Student: The second-order formula is E⁽²⁾ = −Σ |⟨n|V|0⟩|²/(Eₙ − E₀), summed over n ≠ 0. You said Li⁻ and Na⁻ have no bound excited state. Then the sum is empty and the ion cannot be polarised, which is absurd.

Lecturer: The sum runs over a complete set of eigenstates, and here everything except the ground state is continuum. The smallest model is one electron, mass m and charge −e, in a well with one bound state of energy −E_b = −ħ²κ²/2m. A field F adds V = eFz. The first order vanishes by parity, and I define α by E⁽²⁾ = −αF²/2, in SI units. A free state of wave number k lies ħ²(k² + κ²)/2m above the ground state, so

α = (4me²/ħ²) ∫ dk |⟨k|z|0⟩|²/(k² + κ²).

Student: Continuum states cannot be normalised, and they are infinitely close together. How is that non-degenerate theory?

Lecturer: Only the state being perturbed must be isolated, and no denominator is smaller than E_b. For the norm, take the one-dimensional well −(ħ²κ/m)δ(x), with ψ₀ = √κ exp(−κ|x|). The product xψ₀ is odd, so only odd states couple. They vanish at the origin and do not feel the well. Between walls at ±L they are sin(kx)/√L with k = nπ/L, so Σ becomes (L/π)∫dk and L cancels. That is the same as using sin(kx)/√π with k > 0. Then

⟨k|x|0⟩ = 2√(κ/π) ∫₀^∞ x sin(kx) exp(−κx) dx = 4κ√(κ/π) k/(k² + κ²)².

With k = κt,

α₁ = (me²/ħ²κ⁴)(64/π) ∫₀^∞ t²/(1 + t²)⁵ dt = (me²/ħ²κ⁴)(64/π)(5π/256) = 5me²/(4ħ²κ⁴).

Student: An ion is three-dimensional, and I was told a delta well has no sensible spectrum there.

Lecturer: A bare delta function has none. The zero-range potential is a boundary condition instead: ψ ∝ 1/r − κ as r → 0. Its one bound state is ψ₀ = √(κ/2π) exp(−κr)/r. The condition touches only s waves, while zψ₀ is a pure p wave, so plane waves exp(ik·r)/(2π)^(3/2) serve as intermediate states: their s part is wrong but has zero matrix element. In momentum space φ(k) = √κ/[π(k² + κ²)] and z acts as i∂/∂k_z, so

|⟨k|z|0⟩|² = 4κk_z²/[π²(k² + κ²)⁴].

Now dk means d³k, the angular integral of k_z² is 4πk²/3, and

α₃ = (me²/ħ²κ⁴)(64/3π) ∫₀^∞ t⁴/(1 + t²)⁵ dt = (me²/ħ²κ⁴)(64/3π)(3π/256) = me²/(4ħ²κ⁴).

Student: How do I know nothing is missing from the set of states?

Lecturer: Use the Thomas-Reiche-Kuhn sum, (2m/ħ²) Σ (Eₙ − E₀)|⟨n|z|0⟩|² = 1 for one electron. Here it is ∫dk (k² + κ²)|⟨k|z|0⟩|². In one dimension that is (16/π)(π/16) = 1, in three (16/3π)(3π/16) = 1. The continuum carries the whole oscillator strength.

Student: And does the general formula say anything before you do the integral?

Lecturer: It gives two bounds. Completeness gives Σ|⟨n|z|0⟩|² = ⟨z²⟩. Replacing every denominator by its minimum E_b gives α < 2e²⟨z²⟩/E_b. The Cauchy-Schwarz inequality, ⟨z²⟩² ≤ (Σ|z|²/ΔE)(Σ|z|²ΔE), with the second factor equal to ħ²/2m, gives α ≥ 4me²⟨z²⟩²/ħ². The moments are ⟨x²⟩ = 1/(2κ²) in one dimension and ⟨z²⟩ = ⟨r²⟩/3 = 1/(6κ²) in three. In units of me²/ħ²κ⁴:

one dimension: 1 < 1.25 < 2
three dimensions: 0.111 < 0.25 < 0.667

Student: The radial function rψ₀ is the same exponential as in one dimension. I expected a factor 3 from the angles, not 5.

Lecturer: The 3 is there, in ⟨z²⟩. The rest is in the denominators. Define a mean excitation energy by α = 2e²⟨z²⟩/Ē. You get Ē = 8E_b/5 = 1.6 E_b in one dimension and Ē = 8E_b/3 = 2.67 E_b in three, a ratio of 5/3. The weight starts as t² for the odd wave and as t⁴ for the p wave, which the centrifugal term keeps away from the origin at low k. So 5 = 3 × 5/3.

Student: Numbers, please.

Lecturer: As inputs take approximate electron affinities, 0.62 eV for Li and 0.55 eV for Na, as E_b. With ħ²/2m = 3.81 eV Å², and the polarisability volume α′ = α/4πε₀ = 1/(4a₀κ⁴), where a₀ = 4πε₀ħ²/me² = 0.529 Å:

Li⁻: κ = 0.403 Å⁻¹, 1/κ = 2.48 Å, Ē = 1.7 eV, α′ = 18 Å³
Na⁻: κ = 0.380 Å⁻¹, 1/κ = 2.63 Å, Ē = 1.5 eV, α′ = 23 Å³

The one-dimensional well with the Li binding would give 89 Å³. Since α₃ = e²ħ²/(16mE_b²), a field of 1 MV/cm = 0.01 V/Å shifts the level by −0.062 meV for Li⁻ and −0.079 meV for Na⁻, in magnitude k_B times 0.72 K and 0.91 K.

Student: Here is my real objection. The potential eFz is unbounded below. Once the field is on there is no bound state at all, so what is being shifted?

Lecturer: A resonance, and the model shows this in closed form. Use ħ = m = κ = 1, so the field becomes f = meF/(ħ²κ³) = eF/(2κE_b), and write the energy as −q²/2. The imaginary-time propagator from the origin back to the origin in a uniform field is (2πτ)^(−3/2) exp(f²τ³/24). The exponent is f²/2 times the variance τ³/12 of ∫z dτ over closed free paths. The Green function is the integral over τ with weight exp(−q²τ/2). Without field it is exp(−qr)/(2πr), which goes as (1/r − q)/2π. Expanding the field factor and integrating term by term, the boundary condition becomes

1 = q − f²/(8q⁵) − 105f⁴/(128q¹¹) − …

Iterating, q = 1 + f²/8 + 95f⁴/128 + …, so

E = −1/2 − f²/8 − 3f⁴/4 − …

The f² term is −αf²/2 with α = 1/4, found without any intermediate state.

Student: But exp(f²τ³/24) outgrows exp(−q²τ/2), so the unexpanded integral diverges.

Lecturer: It does, so the series is asymptotic, not convergent. What the powers of f cannot show is the tunnelling width. The WKB exponent is 2∫√(1 − 2fs) ds, with s the distance from the well along the force, from 0 to the turning point 1/(2f), and equals 2/(3f). At 0.01 V/Å, f = 0.020 for Li⁻ and 0.024 for Na⁻. The fourth-order term is 6f² of the second-order one, 0.0024 and 0.0034. The exponents are 33 and 28, so the tunnelling factors are about 3 × 10⁻¹⁵ and 8 × 10⁻¹³. The second-order shift is well defined there.

Student: Then 18 Å³ is the polarisability of Li⁻?

Lecturer: No. It is exact for the model, and the model drops terms as large as what it keeps. The well stands for a neutral atom that was held rigid. Take as a typical input 24 Å³ for the polarisability volume α′_c of either atom. The direct response of the atom is then larger than 18 Å³ and about equal to 23 Å³. The same α′_c attracts the outer electron with −α′_c e²/(8πε₀r⁴) = −ħ²β²/(2mr⁴) at large r, where β = √(α′_c/a₀) = 6.7 Å. Zero range requires κβ ≪ 1, but κβ = 2.7 for Li⁻ and 2.6 for Na⁻. So p waves are not free, and the amplitude of the tail of ψ₀ is not fixed by κ alone.

Student: Could I add 24 to 18?

Lecturer: Not as a controlled step. The two valence electrons share an ns² configuration, so "outer electron" and "atom" are coupled, and the cross terms have no small parameter. What carries over is the structure: the states reached by the dipole all lie above the detachment limit, α is an integral over continua with no denominator below E_b, and the contribution of the tail has the scale e²ħ²/(mE_b²), with a coefficient that only the zero-range limit fixes at 1/16.